**Promotion energies of Nb⁺: a quadratic rule in the transferred charge**

The table holds total energies of ten configurations of Nb⁺, relative to the lowest, and the highest occupied eigenvalue, from spherical all-electron Kohn-Sham calculations (Quantum ESPRESSO ld1.x 7.5, Dirac equation, PW91, no spin polarisation). The program fits the energy as a quadratic form in the charge moved from 4d3/2 into 5s1/2 and 5p1/2, compares it with linear, single-curvature and cubic-corrected fits, and tests Slater's midpoint rule with eigenvalues of the same runs. Five constants rounded to 0.01 eV reproduce all nine promoted rows within 0.015 eV (worst leave-one-out error 0.036 eV), whereas a linear fit misses by up to 0.69 eV. The midpoint gap gives five whole-electron steps within 0.010 eV, the curvature along 4d→5s grows by about 0.21 eV per electron, and bare concentric shells overestimate the curvatures four to five times. The slope at 4d⁴ is an extrapolation that varies from −0.12 to −0.04 eV with the form of the fit.

Nb+ in several configurations, computed with Quantum ESPRESSO ld1.x 7.5 as a spherical all-electron atom: Dirac Kohn-Sham equations, PW91 functional, no spin polarisation, point nucleus. Energies are differences between self-consistent total energies; the highest eigenvalue is that of the highest occupied level.

## The fit in Python

```python
# Table: Nb+ configuration energies (eV above lowest), ld1.x 7.5, Dirac, PW91, spherical, no spin polarisation.
# Tested: E(x,y) quadratic in 5s (x) and 5p (y) charge taken from 4d3/2; Slater midpoint rule; nested fits.
T = {
    'configuration': ['[Kr] (4d3/2)4', '[Kr] (4d3/2)3.5 (5s1/2)0.5', '[Kr] (4d3/2)3 (5s1/2)1', '[Kr] (4d3/2)2.5 (5s1/2)1.5', '[Kr] (4d3/2)3.5 (5p1/2)0.5', '[Kr] (4d3/2)2 (5s1/2)2', '[Kr] (4d3/2)3 (5s1/2)0.5 (5p1/2)0.5', '[Kr] (4d3/2)3 (5p1/2)1', '[Kr] (4d3/2)2.5 (5s1/2)0.5 (5p1/2)1', '[Kr] (4d3/2)2 (5s1/2)1 (5p1/2)1'],
    'above_lowest': [0.0, 0.096, 0.448, 1.081, 1.96, 2.02, 2.394, 4.363, 5.161, 6.27],  # eV
    'second_highest_eigenvalue': [None, -9.9666, -10.536, -11.118, -6.5351, -11.703, -6.9448, -7.2258, -7.6267, -8.025],  # eV
    'second_highest_level': [None, '5s1/2', '5s1/2', '5s1/2', '5p1/2', '5s1/2', '5p1/2', '5p1/2', '5p1/2', '5p1/2'],
}
import re, numpy as np
from scipy.constants import physical_constants as pc
Ha = pc['Hartree energy in eV'][0]
def occ(c, s):
    m = re.search(r'\(%s\)([\d.]+)' % s, c)
    return float(m.group(1)) if m else 0.0
K = [(occ(c, '5s1/2'), occ(c, '5p1/2')) for c in T['configuration']]
E = dict(zip(K, T['above_lowest']))
# typed from further outputs of the same runs: 4d3/2 eigenvalue (eV), 4d3/2 mean radius (bohr), 5s where not highest
ed = {(0,0):-9.383106,(.5,0):-10.40756,(1,0):-11.51154,(1.5,0):-12.68041,(2,0):-13.9059,(0,.5):-10.89827,
      (.5,.5):-12.00303,(0,1):-12.48187,(.5,1):-13.64446,(1,1):-14.86089}
rd = {0:2.052216,.5:1.991467,1:1.936131,1.5:1.884807,2:1.837}
es = {(.5,.5):-10.86221,(.5,1):-11.74622,(1,1):-12.31497}
d52 = {0:-9.216663,1:-11.32549}; rs1, rp1, rdp1 = 3.270998, 4.001248, 1.909248
ep = {}
for k, e, l in zip(K, T['second_highest_eigenvalue'], T['second_highest_level']):
    if e is not None: (es if l.startswith('5s') else ep)[k] = e
R = [k for k in K if k != (0,0)]; Y = np.array([E[k] for k in R])
q5 = lambda x,y: [x,y,x*x/2,x*y,y*y/2]
M = {'linear a,b':lambda x,y:[x,y], 'one U a,b,U':lambda x,y:[x,y,(x+y)**2/2],
     'quad a,b,A,B,C':q5, 'quad+D(x+y)^3/6':lambda x,y:q5(x,y)+[(x+y)**3/6]}
print('floor: rounding 0.0005 eV; stated fault %.3f-%.3f eV per total' % (2e-4*Ha, 9e-4*Ha))
P = {}
for n, f in M.items():
    X = np.array([f(*k) for k in R]); p = np.linalg.lstsq(X, Y, rcond=None)[0]; r = X@p-Y; P[n] = p
    loo = [X[i]@np.linalg.lstsq(np.delete(X,i,0), np.delete(Y,i), rcond=None)[0]-Y[i] for i in range(len(R))]
    i, j = np.argmax(abs(r)), np.argmax(np.abs(loo))
    print(n, np.round(p,3), 'eV')
    print('  rms %.3f, worst %+.3f at %s, leave-one-out worst %+.3f eV at %s' % (np.sqrt(np.mean(r**2)), r[i], R[i], loo[j], R[j]))
p = np.round(P['quad a,b,A,B,C'], 2); D = P['quad+D(x+y)^3/6'][5]
print('rounded rule', p, '| x y table rule err(eV) err(%) | err with cubic fit')
for k in R:
    v = np.dot(q5(*k), p); c = np.dot(M['quad+D(x+y)^3/6'](*k), P['quad+D(x+y)^3/6'])
    print('  %.1f %.1f %.3f %.3f %+.3f %+.1f | %+.3f' % (*k, E[k], v, v-E[k], 100*(v/E[k]-1), c-E[k]))
for k in [(2,0),(1,1)]: print('worked', k, 'terms ax,by,Ax2/2,Bxy,Cy2/2', np.round(np.array(q5(*k))*p, 3), 'eV')
gs = {k:es[k]-ed[k] for k in es}; gp = {k:ep[k]-ed[k] for k in ep}
print('gap 5s-4d (eV):', {k:round(gs[k],3) for k in sorted(gs, key=lambda k:k[::-1])})
print('gap 5p-4d (eV):', {k:round(gp[k],3) for k in sorted(gp)})
print('midpoint rule: step, dE, mid gap, dE-gap, end gap (eV); D/24 = %.4f' % (D/24))
sp = {(.5,.5):ep[(.5,.5)]-es[(.5,.5)]}; err = []
for a, b, g, n in [((0,0),(1,0),gs,'d>s'),((1,0),(2,0),gs,'d>s'),((0,1),(1,1),gs,'d>s'),((0,0),(0,1),gp,'d>p'),((1,0),(0,1),sp,'s>p')]:
    m = ((a[0]+b[0])/2, (a[1]+b[1])/2); dE = E[b]-E[a]; err.append(dE-g[m])
    print('  %s %s->%s %.3f %.3f %+.4f (%+.1f%%) %.3f' % (n, a, b, dE, g[m], dE-g[m], 100*(dE-g[m])/dE, g.get(b, np.nan)))
xs = [.5,1,1.5,2]; g = np.array([gs[(x,0)] for x in xs]); cur = np.diff(g)/.5
print('trapezoid minus step, x=.5..2 (eV):', np.round((g[1:]+g[:-1])/4-np.diff([E[(x,0)] for x in xs]), 4))
print('local curvature along x (eV):', np.round(cur,3), 'its slope', np.round(np.diff(cur)/.5,3))
print('local curvature along y %.3f; cross dgs/dy %.3f, dgp/dx %.3f eV' % (2*(gp[(0,1)]-gp[(0,.5)]), gs[(.5,1)]-gs[(.5,0)], gp[(1,1)]-gp[(0,1)]))
print('non-additivity E(1,1)-E(1,0)-E(0,1) %.3f; E(2,0)/E(1,0) %.2f' % (E[(1,1)]-E[(1,0)]-E[(0,1)], E[(2,0)]/E[(1,0)]))
print('x .5->2 shift per electron: 4d %.3f, 5s %.3f eV' % ((ed[(2,0)]-ed[(.5,0)])/1.5, (es[(2,0)]-es[(.5,0)])/1.5))
print('x 0->2: 4d level %+.2f eV, radius %+.3f bohr (%.1f%%)' % (ed[(2,0)]-ed[(0,0)], rd[2]-rd[0], 100*(rd[2]/rd[0]-1)))
print('slope at x=0 (extrapolated, eV): quad %.3f, cubic %.3f, parabola via gaps %.3f' % (P['quad a,b,A,B,C'][0], P['quad+D(x+y)^3/6'][0], np.polyval(np.polyfit(xs,g,2),0)))
sA, sC = Ha*(1/rd[1]-1/rs1), Ha*(1/rdp1-1/rp1)
print('bare shells: A %.1f eV (x%.1f fit), C %.1f eV (x%.1f fit)' % (sA, sA/p[2], sC, sC/p[4]))
z0, z1 = d52[0]-ed[(0,0)], d52[1]-ed[(1,0)]
print('4d j splitting %.3f, %.3f eV; first-order j-average shift of d4->d3s %+.2f eV' % (z0, z1, .6*(3*z1-4*z0)))
assert max(np.abs(err)) < 0.02
assert all(cur > 0) and all(np.diff(cur) > 0)
assert all(p[2:] > 0.5)
assert all(np.diff([rd[x] for x in sorted(rd)]) < 0)
```

Running it gives:

```
floor: rounding 0.0005 eV; stated fault 0.005-0.024 eV per total
linear a,b [0.889 4.69 ] eV
  rms 0.384, worst -0.691 at (1.0, 1.0), leave-one-out worst -1.011 eV at (1.0, 1.0)
one U a,b,U [-0.303  3.75   1.365] eV
  rms 0.069, worst +0.104 at (2.0, 0.0), leave-one-out worst +0.250 eV at (2.0, 0.0)
quad a,b,A,B,C [-0.117  3.455  1.125  1.458  1.809] eV
  rms 0.008, worst -0.014 at (0.5, 0.0), leave-one-out worst -0.036 eV at (1.0, 1.0)
quad+D(x+y)^3/6 [-0.044  3.494  0.912  1.246  1.666  0.213] eV
  rms 0.001, worst +0.001 at (0.5, 1.0), leave-one-out worst -0.005 eV at (1.0, 1.0)
rounded rule [-0.12  3.45  1.13  1.46  1.81] | x y table rule err(eV) err(%) | err with cubic fit
  0.5 0.0 0.096 0.081 -0.015 -15.4 | +0.001
  1.0 0.0 0.448 0.445 -0.003 -0.7 | -0.000
  1.5 0.0 1.081 1.091 +0.010 +0.9 | -0.001
  0.0 0.5 1.960 1.951 -0.009 -0.4 | -0.000
  2.0 0.0 2.020 2.020 -0.000 -0.0 | +0.001
  0.5 0.5 2.394 2.397 +0.003 +0.1 | +0.000
  0.0 1.0 4.363 4.355 -0.008 -0.2 | -0.000
  0.5 1.0 5.161 5.166 +0.005 +0.1 | +0.001
  1.0 1.0 6.270 6.260 -0.010 -0.2 | -0.001
worked (2, 0) terms ax,by,Ax2/2,Bxy,Cy2/2 [-0.24  0.    2.26  0.    0.  ] eV
worked (1, 1) terms ax,by,Ax2/2,Bxy,Cy2/2 [-0.12   3.45   0.565  1.46   0.905] eV
gap 5s-4d (eV): {(0.5, 0.0): 0.441, (1.0, 0.0): 0.976, (1.5, 0.0): 1.562, (2.0, 0.0): 2.203, (0.5, 0.5): 1.141, (0.5, 1): 1.898, (1, 1): 2.546}
gap 5p-4d (eV): {(0.0, 0.5): 4.363, (0.0, 1.0): 5.256, (0.5, 0.5): 5.058, (0.5, 1.0): 6.018, (1.0, 1.0): 6.836}
midpoint rule: step, dE, mid gap, dE-gap, end gap (eV); D/24 = 0.0089
  d>s (0, 0)->(1, 0) 0.448 0.441 +0.0070 (+1.6%) 0.976
  d>s (1, 0)->(2, 0) 1.572 1.562 +0.0096 (+0.6%) 2.203
  d>s (0, 1)->(1, 1) 1.907 1.898 +0.0088 (+0.5%) 2.546
  d>p (0, 0)->(0, 1) 4.363 4.363 -0.0002 (-0.0%) 5.256
  s>p (1, 0)->(0, 1) 3.915 3.917 -0.0024 (-0.1%) nan
trapezoid minus step, x=.5..2 (eV): [0.0021 0.0015 0.0023]
local curvature along x (eV): [1.069 1.174 1.281] its slope [0.209 0.214]
local curvature along y 1.786; cross dgs/dy 1.457, dgp/dx 1.580 eV
non-additivity E(1,1)-E(1,0)-E(0,1) 1.459; E(2,0)/E(1,0) 4.51
x .5->2 shift per electron: 4d -2.332, 5s -1.158 eV
x 0->2: 4d level -4.52 eV, radius -0.215 bohr (-10.5%)
slope at x=0 (extrapolated, eV): quad -0.117, cubic -0.044, parabola via gaps -0.040
bare shells: A 5.7 eV (x5.1 fit), C 7.5 eV (x4.1 fit)
4d j splitting 0.166, 0.186 eV; first-order j-average shift of d4->d3s -0.06 eV
```
